## Inferring the strength and duration of a Sauter pulse from its pair spectrum

A spatially uniform electric field that is switched on and off leaves electron–positron pairs behind. For the pulse $E(t)=E_0\,\mathrm{sech}^2(t/\tau)$ the final occupation of every momentum mode is known in closed form, a result due to Narozhny and Nikishov (1970). This section derives the spectrum and then uses it backwards: a few features of a spectrum are given, and the amplitude $E_0$ and the duration $\tau$ are to be found.

### Conventions

The field points along $+z$, with $A_z(t)=-E_0\tau\tanh(t/\tau)$ and no scalar potential, so that $E_z=-\partial_tA_z$. It is a prescribed classical background. The electron has charge $-e$ with $e>0$. The natural scales are

$$mc=2.731\times10^{-22}\ \mathrm{kg\,m\,s^{-1}},\qquad t_C=\frac{\hbar}{mc^2}=1.288\times10^{-21}\ \mathrm{s},\qquad E_{\rm cr}=\frac{m^2c^3}{e\hbar}=1.323\times10^{18}\ \mathrm{V\,m^{-1}} .$$

Define $s=t/t_C$, $T=\tau/t_C$, $\varepsilon=E_0/E_{\rm cr}$ and

$$a=\varepsilon T=\frac{eE_0\tau}{mc},\qquad \mu^2=1+\frac{p_\perp^2}{m^2c^2}.$$

The canonical momentum $\mathbf p$ is conserved. Longitudinal momenta are counted along the force on the electron, that is along $-z$. With $u=-p_z/mc$ the kinetic momentum in units of $mc$ is

$$P(s)=u+a\tanh(s/T),\qquad P_\pm=u\pm a,\qquad w_\pm=\sqrt{\mu^2+P_\pm^2},$$

where $-$ labels the remote past and $+$ the remote future. What a detector or a simulation reports is the final kinetic momentum $k=mc\,P_+$. The positron of the pair carries the opposite momentum.

### The exact spectrum

In the Dirac Hamiltonian the longitudinal matrix $\alpha_z$ anticommutes with $M=(\boldsymbol\alpha_\perp\cdot\mathbf p_\perp+\beta mc)/mc$, and $M^2=\mu^2$. Two anticommuting Hermitian matrices $\alpha_z$ and $M/\mu$ that square to unity act in four dimensions as two copies of a pair of Pauli matrices. Each of the two spin states therefore obeys

$$i\,\frac{d}{ds}\begin{pmatrix}\phi\\ \chi\end{pmatrix}=\begin{pmatrix}P&\mu\\ \mu&-P\end{pmatrix}\begin{pmatrix}\phi\\ \chi\end{pmatrix}\quad\Longrightarrow\quad \phi''+\left(\mu^2+P^2+iP'\right)\phi=0 .$$

The mean number $N$ of pairs in a mode is the probability that a state which starts at negative energy, $\phi\propto e^{+iw_-s}$, ends at positive energy, $\phi\propto e^{-iw_+s}$.

Put $\zeta=\tfrac12[1+\tanh(s/T)]$, so that $d/ds=(2/T)\,\zeta(1-\zeta)\,d/d\zeta$, $P'=4\varepsilon \zeta(1-\zeta)$ and $\mu^2+P^2=w_-^2(1-\zeta)+w_+^2\zeta-4a^2\zeta(1-\zeta)$. With $\nu_\pm=Tw_\pm/2$ and $\lambda=aT$,

$$\left[\zeta(1-\zeta)\frac{d}{d\zeta}\right]^2\phi+\left[\nu_-^2(1-\zeta)+\nu_+^2\zeta-(\lambda^2-i\lambda)\,\zeta(1-\zeta)\right]\phi=0 .$$

The exponents are $\pm i\nu_-$ at $\zeta=0$ and $\pm i\nu_+$ at $\zeta=1$. At infinity $\phi\sim\zeta^{-\rho}$ with $\rho(\rho-1)+\lambda^2-i\lambda=0$, so $\rho=-i\lambda$ or $1+i\lambda$. Since $\zeta\simeq e^{2s/T}$ in the past, the required solution is

$$\phi=\zeta^{i\nu_-}(1-\zeta)^{i\nu_+}\,{}_2F_1(A,B;C;\zeta),\qquad A=i(\Sigma-\lambda),\quad B=1+i(\Sigma+\lambda),\quad C=1+2i\nu_-,$$

with $\Sigma=\nu_++\nu_-$ and, below, $\Delta=\nu_+-\nu_-$. In the future $1-\zeta\simeq e^{-2s/T}$, and the connection formula of the hypergeometric function gives $\phi\to c_+e^{-iw_+s}+c_-e^{+iw_+s}$ with

$$c_+=\frac{\Gamma(C)\Gamma(C-A-B)}{\Gamma(C-A)\Gamma(C-B)},\qquad c_-=\frac{\Gamma(C)\Gamma(A+B-C)}{\Gamma(A)\Gamma(B)} .$$

Here $C-A-B=-2i\nu_+$, $C-A=1+i(\lambda-\Delta)$ and $C-B=-i(\lambda+\Delta)$. The identities $|\Gamma(iy)|^2=\pi/(y\sinh\pi y)$ and $|\Gamma(1+iy)|^2=\pi y/\sinh\pi y$ yield

$$\left|\frac{c_+}{c_-}\right|^2=\frac{(\Sigma+\lambda)(\lambda+\Delta)}{(\Sigma-\lambda)(\lambda-\Delta)}\;\frac{\sinh\pi(\lambda+\Delta)\,\sinh\pi(\lambda-\Delta)}{\sinh\pi(\Sigma+\lambda)\,\sinh\pi(\Sigma-\lambda)} .$$

The upper component of a normalised final eigenvector of energy $\pm w_+$ has squared modulus $(w_+\pm P_+)/2w_+$, so $N/(1-N)=|c_+/c_-|^2\,(w_+-P_+)/(w_++P_+)$. From $w_+^2-w_-^2=4aP_+-4a^2$ it follows that $(w_++2a)^2-w_-^2=4a(w_++P_+)$ and $w_-^2-(w_+-2a)^2=4a(w_+-P_+)$. These two expressions are $4/T^2$ times the numerator and the denominator of the algebraic prefactor, which therefore cancels against the spinor weights. Writing each product of hyperbolic sines as a difference of hyperbolic cosines and solving for $N$, with $\theta=\pi T$,

$$N=\frac{\cosh 2a\theta-\cosh\theta(w_+-w_-)}{\cosh\theta(w_++w_-)-\cosh\theta(w_+-w_-)}
=\frac{\sinh\frac{\theta}{2}(2a+w_+-w_-)\,\sinh\frac{\theta}{2}(2a-w_++w_-)}{\sinh\theta w_+\,\sinh\theta w_-}.\tag{1}$$

This is the occupation per spin state. Three properties carry the inversion.

*Symmetry.* The exchange $u\to-u$ swaps $w_+$ and $w_-$, so the spectrum is symmetric about $u=0$, that is about $k=mc\,a=eE_0\tau$.

*Single peak.* The function $w(P)=\sqrt{\mu^2+P^2}$ has an odd, increasing derivative of modulus below one. For $u>0$ both $w_++w_-$ and $w_+-w_-$ therefore grow with $u$, and $w_+-w_-<2a<w_++w_-$. In the first form of (1), $N=(X-x)/(Y-x)$ with $x<X<Y$ and $X$ independent of $u$. This falls when $Y$ grows and, because $\partial N/\partial x=(X-Y)/(Y-x)^2<0$, also when $x$ grows. So $N$ decreases strictly with $|u|$. Its maximum is

$$N_c=\frac{\sinh^2\theta a}{\sinh^2\theta y},\qquad y=\sqrt{\mu^2+a^2}.\tag{2}$$

*Long pulses.* When all arguments in (1) are large, $\ln N\simeq\theta(2a-w_+-w_-)$. For $a-|u|\gg\mu$ the roots can be expanded, and $\ln N\to-\pi\mu^2/[\varepsilon(1-u^2/a^2)]$. This is Schwinger's constant-field exponent with the field taken at the instant when $P=0$. The value $\exp(-\pi\mu^2/\varepsilon)$ is reached for $|u|\ll a$ only. At the centre and for $p_\perp=0$, before the root is expanded,

$$\ln N_c\simeq-2\theta(y-a)=-\frac{\pi}{\varepsilon}\,\frac{2}{1+\sqrt{1+\gamma^2}},\qquad\gamma=\frac1a,\tag{3}$$

where $\gamma$ is the Keldysh parameter of the pulse.

### The data

The values below are made for the exercise. They stand for the output of a numerical solution of the Dirac equation in a prescribed pulse, with the final electron occupation per spin state scanned along $k$. They were generated from (1) and rounded. The standard uncertainties are assigned, to represent grid and solver errors, and are taken as independent.

| quantity | value | uncertainty |
|---|---|---|
| lower half-height point $k_1$ at $p_\perp=0$ | $0.78\times10^{-22}\ \mathrm{kg\,m\,s^{-1}}$ | $0.02\times10^{-22}$ |
| upper half-height point $k_2$ at $p_\perp=0$ | $10.15\times10^{-22}\ \mathrm{kg\,m\,s^{-1}}$ | $0.02\times10^{-22}$ |
| peak occupation $N_c$ at $p_\perp=0$ | $0.549$ | $0.002$ |
| peak occupation $N_c'$ at $p_\perp=3.00\times10^{-22}\ \mathrm{kg\,m\,s^{-1}}$ | $0.288$ | $0.002$ |

The unknowns are $E_0$ and $\tau$. Intermediate results are carried unrounded and printed rounded.

### Inversion

**The impulse.** The top of the spectrum is flat, so the peak position is read poorly from the peak itself. The flanks are steep, and by symmetry the centre is their midpoint:

$$eE_0\tau=\tfrac12(k_1+k_2)=5.465\times10^{-22}\ \mathrm{kg\,m\,s^{-1}},\qquad E_0\tau=3.411\times10^{-3}\ \mathrm{V\,s\,m^{-1}},\qquad a=2.001 .$$

This step needs no knowledge of $T$. It gives $\gamma=0.50$, which is not small, so the constant-field formula cannot be taken for granted.

**The duration.** For $p_\perp=0$, $y=\sqrt{1+a^2}=2.237$ and $y-a=0.2359$. The logarithm of (2) can be arranged as a fixed-point equation,

$$\theta=\frac{1}{y-a}\left[-\tfrac12\ln N_c+\ln\frac{1-e^{-2\theta a}}{1-e^{-2\theta y}}\right],\qquad-\tfrac12\ln N_c=0.2998 .$$

Dropping the second logarithm, which amounts to using (3), gives $\theta_0=1.271$. Two iterations give $\theta_1=1.259$ and $\theta_2=1.258$, and the last value is the root to the figures shown. Hence

$$T=\frac{\theta}{\pi}=0.401,\qquad \tau=Tt_C=0.516\times10^{-21}\ \mathrm s .$$

**The amplitude.**

$$\varepsilon=\frac{\pi a}{\theta}=5.00,\qquad E_0=\varepsilon E_{\rm cr}=6.61\times10^{18}\ \mathrm{V\,m^{-1}} .$$

The pulse is supercritical, five times $E_{\rm cr}$, and shorter than the Compton time $t_C$.

**The unused data.** Two combinations have not entered. The half-width of the data is $(k_2-k_1)/2=4.685\times10^{-22}\ \mathrm{kg\,m\,s^{-1}}$, or $1.716\pm0.005$ in units of $mc$. Solving $N(u)=N_c/2$ in (1) with the inferred $a$ and $\theta$ gives $u_{1/2}=1.716$. For the fourth datum $\mu^2=2.207$, and (2) gives $N_c'=0.288$. Since the data were made from (1), this tests the inversion and says nothing about nature. With a spectrum of unknown origin the same two comparisons would test whether the pulse has the assumed shape.

### What the asymptotic formulas would give

Reading the peak as $N_c=e^{-\pi/\varepsilon}$ gives $\varepsilon=-\pi/\ln N_c=5.24$. This is $4.9\,\%$ above the exact inversion, or $7.6$ times the standard uncertainty found below. The same reading predicts $N_c'=N_c^{\mu^2}=0.266$, which lies $0.022$ below the datum and so exposes the failure. Formula (3), which keeps the Keldysh parameter but replaces each hyperbolic sine by one exponential, gives $\varepsilon=\pi a/\theta_0=4.95$, low by $1.0\,\%$. The two corrections to the constant-field value act in opposite directions. The finite $\gamma$ raises $N_c$ at given $\varepsilon$, and the factor $[(1-e^{-2\theta a})/(1-e^{-2\theta y})]^2<1$ lowers it.

### Uniqueness

The midpoint fixes $a$, and the half-height points are themselves unique because $N$ is monotonic in $|u|$. At fixed $a$, (2) gives

$$S_T\equiv\frac{\partial\ln N_c}{\partial\ln T}\bigg|_a=2\left[\theta a\coth\theta a-\theta y\coth\theta y\right].$$

The function $x\coth x$ has derivative $(\sinh x\cosh x-x)/\sinh^2x>0$, and $y>a$, so $S_T<0$ for all $T$. Thus $N_c$ falls strictly from its sudden-pulse value $a^2/y^2$ at $T\to0$ to zero at $T\to\infty$. A solution exists exactly when $0<N_c<a^2/(1+a^2)$, here $0.800$, and it is unique. A peak above that bound could not come from any Sauter pulse with this impulse.

Other choices of data do worse. The peak height alone defines a curve in the $(\varepsilon,T)$ plane. If instead $\varepsilon$ were known and $T$ sought from $N_c$, the answer would be double-valued. At fixed $\varepsilon$ the peak vanishes as $T\to0$, since then $a\to0$ and $N_c<a^2/(1+a^2)$. For $T\to\infty$, (3) shows that it approaches $e^{-\pi/\varepsilon}$, here $0.533$, from above. It therefore has a maximum in between, and every value between $0.533$ and that maximum is taken at least twice.

Uniqueness holds within the two-parameter family only. A shift of the pulse in time changes the phases of $c_\pm$ and leaves $N$ unchanged, so the time of the peak cannot be recovered. Another pulse shape with two free parameters could in general be tuned to the same midpoint and peak height, and only further data, such as the two used above as tests, could tell the shapes apart.

### How errors in the data carry through

The second logarithmic derivative needed is

$$S_a\equiv\frac{\partial\ln N_c}{\partial\ln a}\bigg|_T=2\theta a\left[\coth\theta a-\frac ay\coth\theta y\right].$$

At the solution $\theta a=2.518$ and $\theta y=2.815$, so $S_T=-0.568$ and $S_a=0.565$. Inverting $\delta\ln N_c=S_T\,\delta\ln T+S_a\,\delta\ln a$ and using $\ln\varepsilon=\ln a-\ln T$,

$$\delta\ln\tau=-1.759\,\delta\ln N_c+0.993\,\delta\ln a,\qquad \delta\ln E_0=+1.759\,\delta\ln N_c+0.007\,\delta\ln a .$$

The midpoint has the uncertainty $0.02\times10^{-22}/\sqrt2=0.014\times10^{-22}\ \mathrm{kg\,m\,s^{-1}}$, or $0.26\,\%$, and the peak height $0.36\,\%$. An error in $N_c$ moves the half-height level, which shifts the two flanks in opposite directions and leaves the midpoint alone, so the two inputs stay independent. Adding in quadrature gives $0.69\,\%$ for $\tau$ and $0.64\,\%$ for $E_0$, with a correlation coefficient of $-0.93$. The strong anticorrelation arises because the product $E_0\tau$ is known better than either factor. The rounding of $N_c$ alone, at most $0.0005$, is worth $0.16\,\%$ in $E_0$.

The amplitude is almost blind to the momentum data. The coefficient is $1+S_a/S_T=(S_a+S_T)/S_T$, and $S_a+S_T=-0.004$ is the slope of $\ln N_c$ against $\ln T$ at fixed $\varepsilon$. The pulse happens to lie next to the maximum described above. An error in the momentum scale of the flanks would pass almost wholly into $\tau$.

The amplification factor $1/|S_T|$ shows where the method works. For long pulses $S_T\to-\pi/\varepsilon$, so the factor is $\varepsilon/\pi$, which would be $1.59$ here against the exact $1.759$. Weak fields are found very precisely from a relative error in $N_c$, while in strongly supercritical fields $N_c$ saturates towards one and the factor grows in proportion to $\varepsilon$. For sudden pulses $S_T\to-2\theta^2/3$ at $p_\perp=0$, and the duration becomes undeterminable as $T\to0$, since only the impulse then matters.

### Effects outside the model

Two neglected effects rival these uncertainties if the spectrum is to come from full QED and not from a prescribed field.

*Back-reaction.* The pair density is $n=(mc/\hbar)^3\,\tilde n$ with $\tilde n=(4\pi^2)^{-1}\int du\int dq^2\,N$, where $q=p_\perp/mc$ and both spin states are counted. For an estimate, take the longitudinal area as $2u_{1/2}N_c$ and the transverse fall-off of the centre, $\exp[-2\theta(\sqrt{y^2+q^2}-y)]$, whose integral over $q^2$ is $y/\theta+1/2\theta^2\approx2.1$. This gives $\tilde n\approx0.1$, or $n\approx2\times10^{36}\ \mathrm{m^{-3}}$. With $\alpha$ the fine-structure constant, a current density of up to $2enc$ screens the field at the rate $|d(E/E_{\rm cr})/ds|\le8\pi\alpha\tilde n\approx0.02$. Over a time $2\tau$ this amounts to about $0.3\,\%$ of $E_0$, some half of the uncertainty. The current persists after the pulse, and the induced field shifts the momenta by up to $4\pi\alpha\tilde n s^2$ after a time $s$. That equals the uncertainty $0.005$ of $a$ at $s\approx0.8$, about $2\tau$. A self-consistent spectrum drifts, and its midpoint would have to be corrected before it is read as $eE_0\tau$.

*Radiative corrections.* Formula (1) contains no internal photon lines. For weak constant fields the next order multiplies the pair rate by approximately $1+\pi\alpha$, a change of $2.3\,\%$. That factor is not established for a short supercritical pulse and serves only as a guide to the size. A change of this size in $N_c$ would move $E_0$ by about $4\,\%$, well beyond the propagated uncertainty.

Within the external-field model, which is the one the data represent, the inferred pulse is

$$E_0=(6.61\pm0.04)\times10^{18}\ \mathrm{V\,m^{-1}}=(5.00\pm0.03)\,E_{\rm cr},\qquad \tau=(0.516\pm0.004)\times10^{-21}\ \mathrm s,$$

and these numbers are the model's, for data made for the exercise.